**What a worst case gives away: naming five methods by their errors**

Removing a hydrogen or halogen atom from the small molecules considered here costs roughly 350 to 520 kJ/mol. Most of the density functionals tested here miss such an energy by a few tens of kJ/mol on average, and the best by about ten. Errors below are the method's bond energy less the reference, which is an estimate of coupled cluster with single, double and perturbative triple excitations, CCSD(T), at the basis-set limit. A negative error therefore means a bond that is too weak.

Errors (level less reference) in electronic bond energies from Ansatz 0.2.0, for nine losses of H, Cl or Br (written in SMILES) from small gas-phase molecules at PBE0-D4/def2-TZVP geometries. Functionals use def2-TZVPP, and the reference is a frozen-core estimate of CCSD(T) at the basis-set limit. As a rule, Hartree–Fock and the correlation energy of MP2 (second-order perturbation theory) are extrapolated for it from def2-TZVPP and def2-QZVPP (triple and quadruple zeta), while CCSD(T) less MP2 comes from def2-TZVPP alone. Open shells are unrestricted, and elements past Kr have def2 core potentials. Candidates: revPBE-D4, wB97X-V, CCSD/limit, r2SCAN-D4, BHLYP-D4.

| row | mean signed error (kJ/mol) | mean absolute error (kJ/mol) | largest error (kJ/mol) | cases too high |
| --- | --- | --- | --- | --- |
| A | -6.0 | 6.0 | -9.9 | 0 |
| B | -8.3 | 8.3 | -20.3 | 0 |
| C | -22.4 | 22.4 | -38.4 | 0 |
| D | -33.5 | 33.5 | -42.4 | 0 |
| E | -26.3 | 26.3 | -38.6 | 0 |

All five rows are too low in all nine cases, so the sign names nobody. The mean error and the reaction with the largest error have to do the work. The table doesn't show that reaction, so here it is: for row A it is the loss of Cl from [Cl][GeH2][Br], for rows B and E the breaking of an O–H bond of [OH][GeH2][OH], and for rows C and D that of the N–H bond of B[NH][GeH3].

**(a) Rows A and B have the smallest errors. Which candidates are they, and which is which?**

*Solution.* CCSD includes single and double excitations but leaves out connected triples, the joint correlation of three electrons. That is a small part of a bond energy, so CCSD belongs in this pair. Its likely partner is wB97X-V. Its exact (Hartree–Fock) exchange rises to 100 % at long range, and its other parts were fitted to energies that include those of bonds.

The means differ by only 2.3 kJ/mol. The outer-core shells of the heavier atoms are correlated here in basis sets that lack functions made for them. In tests on other systems by the makers of the data, this moved the CCSD(T) limit by up to about 4 kJ/mol a bond, or 7 for hafnium. How far it moves the reference for these molecules wasn't tested. The reference also takes its step from MP2 to CCSD(T), as a rule, from the triple-zeta set alone, which adds an error of unknown size. Such shifts enter a functional's error in full. CCSD at the limit shares most of the treatment, so its error is as a rule just the effect of the triples in the triple-zeta set. The order of the two means is therefore a weak clue.

The worst cases are a better one. A departing hydrogen atom takes a single electron with it, and mainly one electron pair is broken up. A chlorine atom has lone pairs close to the bond, so more groups of three electrons correlate across it. CCSD should thus do worst for a halogen, and without large outliers.

Row A fits, with its largest error of −9.9 kJ/mol for Ge–Cl. Row B misses an O–H bond by −20.3 kJ/mol, far more than absent triples should cost there. A is CCSD at the limit, and this is the surest assignment. B is then wB97X-V, which is fairly sure.

**(b) Assign C, D and E. Three named methods may serve as guides. PBE-D4 has a mean error of −23.6 kJ/mol and is worst for the N–H bond of B[NH][GeH3]. HSE06-D4 and r2SCAN0-D4, hybrids with 25 % exact exchange (in HSE06 at short range only), are worst for an O–H bond of [OH][GeH2][OH].**

*Solution.* Breaking the N–H bond leaves a radical whose unpaired electron can spread from nitrogen towards its neighbours. A semilocal functional, which sees only local quantities such as the density and its slope, lets an electron repel part of itself. It therefore tends to favour a spread-out electron. If that happens here, the radical comes out too stable and the bond too weak.

Exact exchange removes part of this self-repulsion. The largest error of PBE is −38.2 kJ/mol, for N–H, while HSE06 misses no case by more than 28.1 kJ/mol. The N–H error has therefore shrunk by at least 10.1 kJ/mol. The spread of the electron is argued from theory, but the shrinkage is in the numbers.

Exact exchange has a price. Hartree–Fock theory has no correlation between electrons of opposite spin, and such correlation is strong within a bonding pair. For the B–H bond of [SiH3]OBS it gives 355 kJ/mol, against 451 in the reference estimate. Semilocal exchange happens to imitate part of the missing correlation. Exact exchange doesn't, so a functional with much of it tends to make bonds too weak unless its correlation part makes up for the loss.

Rows C and D are worst for N–H, like PBE, and row E is worst for O–H, like the two hybrids. This suggests that E is the hybrid BHLYP, with 50 % exact exchange, and leaves C and D to r2SCAN and revPBE.

To separate these two, consider how revPBE differs from PBE. It rewards more strongly those regions where the density varies steeply for its size, and separated fragments have more of them than the intact molecule. Its bonds should be weaker than those of PBE. Only D, at −33.5 kJ/mol, fits, so C is r2SCAN.

These three names are less certain than A. C and E differ by only 3.9 kJ/mol in the mean, so the choice between them rests on the worst case and on three guides. An error in the reference that differs from bond to bond could change which case is worst, though it would shift the guides' errors by the same amounts. Exchanging D and E isn't strictly excluded either. But BHLYP, with 50 % exact exchange, would then miss the N–H bond by 42.4 kJ/mol. That is more than PBE does, although exact exchange makes this error smaller in HSE06.

**(c) Reveal the labels. Which arguments hold up, and what would the errors do to a reaction rate at 900 K?**

*Solution.*

The rows with their labels:

| level | class | exact exchange, short range (%) | exact exchange, long range (%) | mean signed error (kJ/mol) | mean absolute error (kJ/mol) | largest error (kJ/mol) | case of the largest error | cases too high |
| --- | --- | --- | --- | --- | --- | --- | --- | --- |
| SPW92 | LDA | 0 | 0 | 27.5 | 27.5 | 43.9 | [Cl][GeH2][Br] -> [Cl] + [GeH2][Br] | 9 |
| PBE-D4 | GGA | 0 | 0 | -23.6 | 23.6 | -38.2 | B[NH][GeH3] -> [H] + B[N][GeH3] | 0 |
| revPBE-D4 | GGA | 0 | 0 | -33.5 | 33.5 | -42.4 | B[NH][GeH3] -> [H] + B[N][GeH3] | 0 |
| r2SCAN-D4 | meta-GGA | 0 | 0 | -22.4 | 22.4 | -38.4 | B[NH][GeH3] -> [H] + B[N][GeH3] | 0 |
| HSE06-D4 | screened hybrid | 25 | 0 | -20.7 | 20.7 | -28.1 | [OH][GeH2][OH] -> [H] + [O][GeH2][OH] | 0 |
| r2SCAN0-D4 | global hybrid | 25 | 25 | -23.8 | 23.8 | -33.9 | [OH][GeH2][OH] -> [H] + [O][GeH2][OH] | 0 |
| BHLYP-D4 | global hybrid | 50 | 50 | -26.3 | 26.3 | -38.6 | [OH][GeH2][OH] -> [H] + [O][GeH2][OH] | 0 |
| wB97X-V | range-separated | 17 | 100 | -8.3 | 8.3 | -20.3 | [OH][GeH2][OH] -> [H] + [O][GeH2][OH] | 0 |
| PBE-QIDH | double hybrid | 69 | 69 | -10.7 | 10.7 | -16.8 | [CH3][GaH][SiH3] -> [CH3][Ga][SiH3] + [H] | 0 |
| CCSD(T)/def2-TZVPP | wave function | n/a | n/a | -14.1 | 14.1 | -22.1 | [OH][SnH2][Cl] -> [Cl] + [OH][SnH2] | 0 |
| CCSD/limit | wave function | n/a | n/a | -6.0 | 6.0 | -9.9 | [Cl][GeH2][Br] -> [Cl] + [GeH2][Br] | 0 |
| MP2/def2-TZVPP | wave function | n/a | n/a | -0.1 | 7.3 | -17.7 | [CH3][GaH][SiH3] -> [CH3][Ga][SiH3] + [H] | 6 |

All five assignments are right. The argument about triples can also be checked for three single bonds in the same calculations. Leaving them out costs 0.9 kJ/mol for B–H, but 7.7 for Al–Cl and 9.9 for Ge–Cl. These are effects in the triple-zeta set, and a larger set might change them somewhat. Boron has no lone pair, so B–H is a mild case, and N–H and O–H bonds are expected to cost more.

The full table also warns against ranking methods by name. CCSD(T) in the finite basis has a mean error of −14.1 kJ/mol, against −6.0 for the simpler CCSD at the limit. The first number is a basis-set error, but as a rule one estimated without running CCSD(T) in any larger set. CCSD(T) less MP2 is then the same in the method and in the reference and cancels, so what remains is the basis-set error of Hartree–Fock and MP2. Part of it may come from the outer-core shells, which are correlated without functions made for them. By this estimate, an unfinished basis costs more here than the neglect of triples.

Nor does the share of exact exchange alone order the functionals. Going from PBE to HSE06 improves the mean by 2.9 kJ/mol, yet going from r2SCAN to r2SCAN0 worsens it by 1.4. The N–H error shrinks in both steps, so with r2SCAN0 other bonds must have become weaker. The local density approximation, SPW92, is the one functional that errs the other way, with every bond too strong. It too lets an electron repel part of itself, so the argument from self-repulsion fits it badly and can't by itself give the sign of an error.

Bonds to germanium and gallium are broken when precursors decompose during vapour deposition of semiconductor films, though often on a surface or by splitting off a small molecule. As a simple model, take the direct loss of an atom. Suppose that the barrier equals the bond energy and that nothing else in the rate changes. At 900 K the thermal energy RT is about 0.0083 × 900 ≈ 7.5 kJ/mol. The mean error of revPBE then speeds up bond breaking by exp(33.5/7.5), or about 90 times.

The same estimate gives a factor of about 20 for r2SCAN and 3 for wB97X-V. Where errors of a few per cent differ from bond to bond, they can thus change which decomposition step seems to come first. A real rate also needs zero-point, thermal and spin–orbit terms, and scalar-relativistic ones for the atoms without core potentials, all of which these electronic energies leave out.

The output below lists the differences used here; no model was fitted.

Printed output of the fit:

```
Errors in kJ/mol:
                 row  mean signed error  largest error  mean of the other eight  largest less mean
               SPW92               27.5           43.9                    25.45               16.4
              PBE-D4              -23.6          -38.2                   -21.77              -14.6
           revPBE-D4              -33.5          -42.4                   -32.39               -8.9
           r2SCAN-D4              -22.4          -38.4                    -20.4                -16
            HSE06-D4              -20.7          -28.1                   -19.77               -7.4
          r2SCAN0-D4              -23.8          -33.9                   -22.54              -10.1
            BHLYP-D4              -26.3          -38.6                   -24.76              -12.3
             wB97X-V               -8.3          -20.3                     -6.8                -12
            PBE-QIDH              -10.7          -16.8                   -9.938               -6.1
  CCSD(T)/def2-TZVPP              -14.1          -22.1                    -13.1                 -8
          CCSD/limit                 -6           -9.9                   -5.513               -3.9
      MP2/def2-TZVPP               -0.1          -17.7                      2.1              -17.6
revPBE less PBE, mean signed error, kJ/mol: -9.9
revPBE less PBE, N-H case, kJ/mol: -4.2
r2SCAN less PBE, mean signed error, kJ/mol: 1.2
BHLYP less r2SCAN, mean signed error, kJ/mol: -3.9
BHLYP less PBE, mean signed error, kJ/mol: -2.7
Most that the N-H error of PBE could grow if the BHLYP row were revPBE, kJ/mol: 0.4
HSE06 less PBE, mean signed error, kJ/mol: 2.9
r2SCAN0 less r2SCAN, mean signed error, kJ/mol: -1.4
Least shrinkage of the N-H error from PBE to HSE06, kJ/mol: 10.1
Least shrinkage of the N-H error from r2SCAN to r2SCAN0, kJ/mol: 4.5
CCSD limit less wB97X-V, mean signed error, kJ/mol: 2.3
Largest error of wB97X-V over that of CCSD limit, ratio: 2.051
B-H bond in Hartree-Fock at the limit, kJ/mol: 354.9
B-H bond in the reference, kJ/mol: 451
Hartree-Fock error for B-H, kJ/mol: -96.04
CCSD error for B-H from missing triples, kJ/mol: -0.907
CCSD error for Al-Cl from missing triples, kJ/mol: -7.671
Rate of bond breaking at 900 K too fast by a factor, revPBE: 87.95
Rate of bond breaking at 900 K too fast by a factor, r2SCAN: 19.95
Rate of bond breaking at 900 K too fast by a factor, wB97X-V: 3.032
```
